**Spin-orbit splitting of the 4d level from In to Xe**

The table holds the $4d_{3/2}$ and $4d_{5/2}$ Kohn-Sham eigenvalues, their mean radii and their gap for neutral In to Xe, from Quantum ESPRESSO ld1.x with PBE, the Dirac equation, no spin polarisation and a point nucleus. The program forms steps, second differences and local exponents, and sets the gap against the parameter-free hydrogenic Dirac splitting at the bare charge $Z$ and at the charge $21/\langle r\rangle$. The gap grows by 2.31 while $Z^4$ grows by 1.475; the bare charge overshoots the gap 8 to 13 times, and the radius charge gives 0.22 to 0.31 of it. Inverting the formula row by row, which only restates each splitting, gives a screening that changes by less than 0.1 for 2p, 3p and 3d and falls from 23.1 to 22.1 for 4d. The $3d_{5/2}$, 4s and both 4d levels share an excess second difference of $-0.22$ to $-0.23$ eV at Sn, which cancels in the gap to within rounding.

Neutral atoms of the 5p block from In to Xe, computed with Quantum ESPRESSO ld1.x 7.5 as spherical all-electron Kohn-Sham atoms, using the Dirac equation, the PBE functional, a point nucleus and no spin polarisation. Open subshells are filled with the lower j first. Eigenvalues are negative for bound levels.

## Script

```python
# Table: 4d3/2 and 4d5/2 Kohn-Sham eigenvalues, mean radii and gap, In to Xe; ld1.x, PBE, Dirac, spin-unpolarised.
# Tested: growth and smoothness of the gap, a kink in the levels, and the hydrogenic Dirac splitting as yardstick.
T = {
    'ion': ['In', 'Sn', 'Sb', 'Te', 'I', 'Xe'],
    'Z': [49, 50, 51, 52, 53, 54],
    'configuration': ['[Kr] (4d3/2)4 (4d5/2)6 (5s1/2)2 (5p1/2)1', '[Kr] (4d3/2)4 (4d5/2)6 (5s1/2)2 (5p1/2)2', '[Kr] (4d3/2)4 (4d5/2)6 (5s1/2)2 (5p1/2)2 (5p3/2)1', '[Kr] (4d3/2)4 (4d5/2)6 (5s1/2)2 (5p1/2)2 (5p3/2)2', '[Kr] (4d3/2)4 (4d5/2)6 (5s1/2)2 (5p1/2)2 (5p3/2)3', '[Kr] 4d10 5s2 5p6'],
    'eigenvalue_4d32': [-18.968, -26.113, -33.962, -42.303, -51.145, -60.49],  # eV
    'eigenvalue_4d52': [-18.109, -25.072, -32.719, -40.837, -49.432, -58.505],  # eV
    'mean_radius_4d32': [1.1734, 1.0913, 1.023, 0.96508, 0.91486, 0.87067],  # bohr
    'mean_radius_4d52': [1.1905, 1.1061, 1.0363, 0.97736, 0.92636, 0.88158],  # bohr
    'gap': [0.8591, 1.0405, 1.2425, 1.4663, 1.7131, 1.9846],  # eV
}
import numpy as np
from scipy.constants import alpha, physical_constants as pc
from scipy.optimize import brentq
mc2 = pc['electron mass energy equivalent in MeV'][0]*1e6
el = [str(x) for x in T['ion']]
Z, e3, e5, r3, r5, g = (np.array(T[k], float) for k in
    ['Z', 'eigenvalue_4d32', 'eigenvalue_4d52', 'mean_radius_4d32', 'mean_radius_4d52', 'gap'])
def split(q, n, l):
    E = lambda k: mc2/np.sqrt(1 + (q*alpha/(n - k + np.sqrt(k*k - (q*alpha)**2)))**2)
    return E(l + 1) - E(l)
def charge(d, n, l):
    return brentq(lambda q: split(q, n, l) - d, 3, 120)
eb, rb = -(4*e3 + 6*e5)/10, (4*r3 + 6*r5)/10
print("atom: gap eV, gap/mean binding %, r(5/2)-r(3/2) bohr, same in %")
for i in range(6):
    print(f"{el[i]}: {g[i]:.4f}  {100*g[i]/eb[i]:.2f}  {r5[i]-r3[i]:.4f}  {100*(r5[i]-r3[i])/rb[i]:.2f}")
print("step: change in eV of 4d3/2, 4d5/2, gap; local exponent dln(gap)/dlnZ")
p = np.diff(np.log(g))/np.diff(np.log(Z))
for i in range(5):
    print(f"{el[i]}-{el[i+1]}: {e3[i+1]-e3[i]:.3f}  {e5[i+1]-e5[i]:.3f}  {g[i+1]-g[i]:.4f}  {p[i]:.2f}")
print(f"Xe/In: Z {Z[5]/Z[0]:.3f}, Z^4 {(Z[5]/Z[0])**4:.3f}, gap {g[5]/g[0]:.3f}, mean binding {eb[5]/eb[0]:.2f}; overall exponent {np.log(g[5]/g[0])/np.log(Z[5]/Z[0]):.2f}")
# further outputs of the same runs: eigenvalues in eV, In to Xe
lev = {'3d5/2': [-428.979, -469.0955, -511.1506, -554.913, -600.3771, -647.5335],
       '4s1/2': [-119.4088, -133.4856, -148.4389, -164.045, -180.3113, -197.2415],
       '4d3/2': e3, '4d5/2': e5,
       '5s1/2': [-8.094745, -10.32113, -12.6516, -14.97701, -17.32612, -19.71537], 'gap': g}
print("second differences eV at Sn Sb Te I | excess over linear extension of next two: at Sn, at Sb")
ex = {}
for k, v in lev.items():
    d2 = np.diff(np.array(v, float), 2)
    ex[k] = np.diff(d2, 2)
    print(f"{k}: " + " ".join(f"{x:.4f}" for x in d2) + f" | {ex[k][0]:.4f} {ex[k][1]:.4f}")
print(f"largest rounding error of an excess: 4d levels {16*0.0005:.3f} eV, gap {16*0.00005:.4f} eV")
# further outputs, In only: F0 in eV of 5p1/2 and 5p3/2 with (4d3/2, 4d5/2)
F1, F3 = (8.893986, 8.883994), (8.485736, 8.477003)
print(f"In, F0 with 4d3/2 minus 4d5/2: 5p1/2 {F1[0]-F1[1]:.4f} eV, 5p3/2 {F3[0]-F3[1]:.4f} eV")
print(f"In, F0 of 5p1/2 minus 5p3/2 with 4d5/2: {F1[1]-F3[1]:.3f} eV (unrelaxed)")
qr = 21/rb  # hydrogenic <r> = (3n^2 - l(l+1))/(2q) for n=4, l=2
hz, hr = split(Z, 4, 2), split(qr, 4, 2)
q = np.array([charge(x, 4, 2) for x in g])
print("hydrogenic 4d: bare Z eV, ratio to gap | q=21/<r>, eV, ratio | q giving the gap, Z-q")
for i in range(6):
    print(f"{el[i]}: {hz[i]:.2f} {hz[i]/g[i]:.1f} | {qr[i]:.2f} {hr[i]:.3f} {hr[i]/g[i]:.2f} | {q[i]:.2f} {Z[i]-q[i]:.2f}")
fz = split(q[0] + Z[5] - Z[0], 4, 2)/g[0]
print(f"Xe/In hydrogenic growth: bare Z {hz[5]/hz[0]:.2f}, radius charge {hr[5]/hr[0]:.2f}")
print(f"Xe/In with Z-q held at In value: {fz:.2f}, remaining factor {g[5]/g[0]/fz:.2f}")
# further outputs: n, l, In low-j, In high-j, Xe low-j, Xe high-j (eV), high-j <r> In, Xe (bohr)
S = {'2p': (2, 1, -3871.499, -3660.622, -5020.034, -4695.399, 0.1137277, 0.101993),
     '3p': (3, 1, -674.6969, -636.6065, -958.5886, -896.9289, 0.3504954, 0.3078377),
     '3d': (3, 2, -436.7825, -428.979, -660.5637, -647.5335, 0.3258164, 0.2824043),
     '4p': (4, 1, -82.51126, -75.86327, -149.6753, -137.3827, 0.9316893, 0.7737281),
     '4d': (4, 2, e3[0], e3[0] + g[0], e3[5], e3[5] + g[5], r5[0], r5[5]),
     '5p': (5, 1, -2.6407, -2.345838, -9.085726, -7.854478, 3.828494, 2.352926)}
print("shell: splitting eV In, Xe, ratio | <r> In/Xe | Z-q In, Xe (5p3/2 empty in In)")
gr = []
for k, (n, l, a, b, c, d, ra, rx) in S.items():
    gr.append((d - c)/(b - a))
    print(f"{k}: {b-a:.3f} {d-c:.3f} {gr[-1]:.2f} | {ra/rx:.3f} | {Z[0]-charge(b-a,n,l):.2f} {Z[5]-charge(d-c,n,l):.2f}")
assert np.all(g > 0) and np.all(r5 > r3) and np.all(abs(e5 - e3 - g) < 0.0011)
assert np.all(np.diff(g, 2) > 0) and np.all(p > 4) and np.all(np.diff(gr) > 0)
assert np.all(hz > g) and np.all(hr < g)
assert all(ex[k][0] < -0.15 for k in ['3d5/2', '4s1/2', '4d3/2', '4d5/2']) and abs(ex['gap'][0]) < 0.005
```

Running it gives:

```
atom: gap eV, gap/mean binding %, r(5/2)-r(3/2) bohr, same in %
In: 0.8591  4.66  0.0171  1.44
Sn: 1.0405  4.08  0.0148  1.35
Sb: 1.2425  3.74  0.0133  1.29
Te: 1.4663  3.54  0.0123  1.26
I: 1.7131  3.42  0.0115  1.25
Xe: 1.9846  3.35  0.0109  1.24
step: change in eV of 4d3/2, 4d5/2, gap; local exponent dln(gap)/dlnZ
In-Sn: -7.145  -6.963  0.1814  9.48
Sn-Sb: -7.849  -7.647  0.2020  8.96
Sb-Te: -8.341  -8.118  0.2238  8.53
Te-I: -8.842  -8.595  0.2468  8.17
I-Xe: -9.345  -9.073  0.2715  7.87
Xe/In: Z 1.102, Z^4 1.475, gap 2.310, mean binding 3.21; overall exponent 8.62
second differences eV at Sn Sb Te I | excess over linear extension of next two: at Sn, at Sb
3d5/2: -1.9386 -1.7073 -1.7017 -1.6923 | -0.2257 0.0038
4s1/2: -0.8765 -0.6528 -0.6602 -0.6639 | -0.2311 0.0037
4d3/2: -0.7040 -0.4920 -0.5010 -0.5030 | -0.2210 0.0070
4d5/2: -0.6840 -0.4710 -0.4770 -0.4780 | -0.2190 0.0050
5s1/2: -0.1041 0.0051 -0.0237 -0.0401 | -0.1379 0.0123
gap: 0.0206 0.0218 0.0230 0.0247 | 0.0000 0.0005
largest rounding error of an excess: 4d levels 0.008 eV, gap 0.0008 eV
In, F0 with 4d3/2 minus 4d5/2: 5p1/2 0.0100 eV, 5p3/2 0.0087 eV
In, F0 of 5p1/2 minus 5p3/2 with 4d5/2: 0.407 eV (unrelaxed)
hydrogenic 4d: bare Z eV, ratio to gap | q=21/<r>, eV, ratio | q giving the gap, Z-q
In: 11.15 13.0 | 17.74 0.188 0.22 | 25.93 23.07
Sn: 12.11 11.6 | 19.09 0.251 0.24 | 27.20 22.80
Sb: 13.12 10.6 | 20.37 0.326 0.26 | 28.43 22.57
Te: 14.19 9.7 | 21.59 0.412 0.28 | 29.62 22.38
I: 15.33 9.0 | 22.78 0.511 0.30 | 30.79 22.21
Xe: 16.54 8.3 | 23.94 0.623 0.31 | 31.94 22.06
Xe/In hydrogenic growth: bare Z 1.48, radius charge 3.32
Xe/In with Z-q held at In value: 2.03, remaining factor 1.14
shell: splitting eV In, Xe, ratio | <r> In/Xe | Z-q In, Xe (5p3/2 empty in In)
2p: 210.877 324.635 1.54 | 1.115 | 3.38 3.40
3p: 38.090 61.660 1.62 | 1.139 | 8.54 8.55
3d: 7.804 13.030 1.67 | 1.154 | 12.77 12.85
4p: 6.648 12.293 1.85 | 1.204 | 16.38 16.08
4d: 0.859 1.985 2.31 | 1.350 | 23.07 22.06
5p: 0.295 1.231 4.18 | 1.627 | 31.19 28.60
```
